## Bending one hydrogen of CH₃BBr: a small error that reverses an order

The quantity in the table is the energy needed to swing one hydrogen of the methyl group, H4, towards boron or away from it. The bend is the angle H4–C–B. Only H4 moves, at a fixed distance from carbon, so the energies include whatever crowding the swing creates. Each method counts its energy from the same structure, the PBE0-D4 minimum at 106.3° (equal swings are counted from this row), and not from a minimum of its own. This common origin decides how the errors look.

Ansatz 0.2.0: rigid scan of the H4–C1–B2 bend in gas-phase CH3BBr (SMILES C[B]Br, atoms in that order, hydrogens last; doublet), unrestricted, def2-TZVPP. Energies are relative to the PBE0-D4/def2-TZVP minimum at 106.3°, whose other coordinates are held fixed. The wavefunction methods freeze the cores but correlate the Br 3d electrons.

```csv
bend (°),CCSD(T) (eV),B3LYP-D4 (eV),MP2 (eV),CCSD (eV),MP2 less CCSD(T) (eV)
76.3,0.5392,0.5552,0.5288,0.5543,-0.0104
83.8,0.3059,0.3188,0.2994,0.3145,-0.0065
91.3,0.1365,0.1458,0.1331,0.1406,-0.0034
98.8,0.0336,0.0385,0.0324,0.0349,-0.0012
106.3,0.0000,0.0000,0.0000,0.0000,0.0000
113.8,0.0373,0.0321,0.0376,0.0375,0.0003
121.3,0.1461,0.1355,0.1460,0.1481,-0.0001
128.8,0.3260,0.3099,0.3247,0.3314,-0.0013
136.3,0.5757,0.5539,0.5723,0.5859,-0.0034
```

CCSD(T) serves as the reference. It is a reasonable one here: no bond is stretched, the T1 diagnostic is small, and the unrestricted reference is nearly a pure doublet. "Error" below means the difference from CCSD(T) in the same basis, which need not be the difference from nature.

### The order that B3LYP-D4 gets wrong

In electronvolts B3LYP-D4 looks good. Its largest error is 0.0218 eV, at 136.3°, where the bend costs 0.5757 eV; that is about 4 per cent. Yet the method fails a simple question: starting from the common origin, is it cheaper to close the angle or to open it by the same amount?

CCSD(T) finds opening dearer in all four pairs of rows that lie equally far from the origin, and so do CCSD and MP2. B3LYP-D4 finds opening cheaper in all four. For a swing of 30°, CCSD(T) puts the open structure 0.0365 eV above the closed one, while B3LYP-D4 puts it 0.0013 eV below. This last gap is practically a tie, since moving the starting angle by less than a tenth of a degree could change its sign; at the three smaller swings the reversal is secure. The two sides differ so little in energy that an error of a few per cent is enough to exchange them.

### How to recognise the kind of error

The sign of the error tells more than its size. B3LYP-D4 lies above CCSD(T) at every angle narrower than the origin and below it at every wider one, and the error falls steadily from the first row to the last. A bend that was simply too stiff would give energies too high on both sides, and one that was too soft would give energies too low on both. An error that changes sign at the origin is a tilt.

CCSD shows the other pattern. It lies above CCSD(T) in all eight displaced rows, so it makes the bend too stiff. At 76.3° the two methods can hardly be told apart, with errors of 0.0160 eV for B3LYP-D4 and 0.0151 eV for CCSD. At 136.3° they part: −0.0218 eV against +0.0102 eV. The row at 76.3° alone would have suggested that both methods suffer from the same fault.

The error in per cent gives a second sign. For B3LYP-D4 it is about 3 per cent at 76.3° but 15 per cent at 98.8°, close to the minimum. The energy of a bend grows roughly as the square of the displacement, whereas a tilt grows only in proportion to it. Their ratio therefore rises towards the origin, although the error in electronvolts shrinks.

### A spring with its rest point in the wrong place

A mass on an ideal spring shows what such a tilt means. Suppose that two people describe the same spring with the same stiffness $k$, but place its rest point at slightly different positions, $a$ and $b$. Both set the energy to zero at a third, agreed point, from which the displacement $d$ is measured. Their energies are

$$E_a=\tfrac12 k(d-a)^2-\tfrac12 ka^2,\qquad E_b=\tfrac12 k(d-b)^2-\tfrac12 kb^2 .$$

The squares of $d$ cancel in the difference, and a straight line through the agreed point remains:

$$E_b-E_a=-k\,(b-a)\,d .$$

A misplaced rest point thus appears as a tilt, even when the stiffness is perfect. The analogy holds as far as the bend behaves like an ideal spring, which is a fair description near the minimum and a poorer one at the ends of the scan.

Both rest points can be read from the three central rows. A parabola through the origin and its neighbours, at a distance $h=7.5^\circ$ with energies $E_-$ (closed) and $E_+$ (open), has its lowest point at

$$d_0=-\frac{h}{2}\,\frac{E_+-E_-}{E_++E_-}.$$

For CCSD(T), with 0.0336 and 0.0373 eV, this gives −0.20°. For B3LYP-D4, with 0.0385 and 0.0321 eV, it gives +0.34°. The B3LYP-D4 minimum along this path thus lies about 0.54° wider. Everything else is held at the PBE0-D4 structure, so the shift between fully relaxed structures may be different. Each position by itself is slightly distorted by the unequal steepness of the two sides, but most of that distortion cancels in the difference.

The same rows give the stiffness of the CCSD(T) curve:

$$k=\frac{E_++E_-}{h^2}=\frac{0.0709\ \text{eV}}{(7.5^\circ)^2}\approx0.00126\ \text{eV per square degree}.$$

The B3LYP-D4 value differs from it by less than half a per cent. Near the minimum, then, the functional has the right spring and the wrong rest point.

The test lies in the six outer rows, which played no part in the estimate. At a displacement of +22.5° the line predicts an error of

$$-0.00126\times0.54\times22.5\approx-0.015\ \text{eV},$$

and the table gives −0.0161 eV. The line does worst at 76.3°, where it predicts about 0.020 eV instead of 0.0160 eV. There the assumption of one spring with one stiffness is no longer good enough: for the largest swings B3LYP-D4 is also slightly too soft, which adds to the tilt on the open side and takes from it on the closed side.

### Why half a degree matters

Half a degree seems too little to notice, and at the minimum it is. Placing a structure 0.54° away from the bottom of this well costs only $\tfrac12\times0.00126\times0.54^2\approx0.0002$ eV. But the energy of a displaced structure responds to the shift in proportion to the slope of the curve, and the slope grows with distance. At 30° the same half degree is worth about 0.02 eV, a hundred times as much.

This accounts for the reversed order. The shift raises the closed structure and lowers the open one by about 0.020 eV each, so it changes the gap between them by about 0.040 eV. That is slightly more than the 0.0365 eV by which CCSD(T) separates them. The reversal is therefore a statement about steps taken from one fixed structure. It doesn't show that B3LYP-D4 misjudges how the two sides of the well differ when each method starts from its own minimum.

### Why the minimum is misplaced

The numbers establish the shift; its cause has to be argued from the bonding. The radical is bent at boron. In boryl radicals of this kind the unpaired electron is known to occupy an orbital in the molecular plane, while the boron p orbital perpendicular to that plane is nearly empty. H4 stands almost at a right angle to the plane, so its C–H bond lines up with the p orbital and can lend it some electron density. This is hyperconjugation. The structure agrees with it: the bond to H4 is slightly longer than the other two C–H bonds, and its angle to boron is several degrees smaller.

Closing the angle carries this arrangement further. At 76.3° H4 has come from about 2.1 Å to about 1.7 Å from boron, and the C–H bond begins to lean over towards the electron-poor atom as if to form a bridge. Electrons that are shared among three centres in a small space gain much from avoiding one another. Hartree–Fock theory, which leaves out this correlation, puts the cost of closing to 76.3° at 0.651 eV, against 0.539 eV with CCSD(T). Correlation thus removes about a sixth of the cost, although this one comparison can't tell how much of the gain comes from the contact with boron.

The approximate wavefunction methods differ in how much of this gain they recover. MP2 finds 0.123 eV where CCSD(T) finds 0.112 eV. It treats each pair of electrons as if the others were not competing for the same empty orbitals, and so it tends to exaggerate the attraction when such orbitals come within reach. CCSD lets the pairs influence one another but leaves out the connected motion of three electrons, and it finds only 0.097 eV. Because CCSD(T) is CCSD plus an estimate of exactly this triples term, their difference in every row is the change in that term since the origin. Triples favour the displaced structure on both sides, and without them the well is too steep.

B3LYP-D4 can't be divided in the same way, but a known weakness of the functional offers an explanation. B3LYP tends to underrate the correlation between electrons at medium range, and with it the stability of bridged arrangements. If the pull between the C–H4 bond and boron is too weak, closing the angle brings too little gain, and the energy there comes out too high. Opening the angle gives up too little, and the energy there comes out too low. The balance of forces then settles at too wide an angle. One fault would thus produce both halves of the tilt, with the signs seen in the table, but the scan doesn't isolate it.

Part of the tilt may also belong to the reference. In a finite basis, correlated wavefunction energies improve when one atom can borrow the functions of another, and H4 can borrow more from boron as it approaches. This would lower CCSD(T) at narrow angles for a reason that has nothing to do with bonding, and B3LYP-D4, which depends less on the size of the basis, would then seem too high. The half degree is a firm difference between the two methods in this basis, but not yet a measured fault of the functional.

Two calculations would separate these causes. Repeating the scan in a larger basis would show how much of the tilt remains. Bending another hydrogen of the same methyl group, one that lines up less well with the p orbital of boron, would show whether the tilt depends on that orbital. If it persisted there undiminished, the bridging explanation would fail. Does the misplaced minimum belong to this one hydrogen, or to every H–C–B angle in the radical?
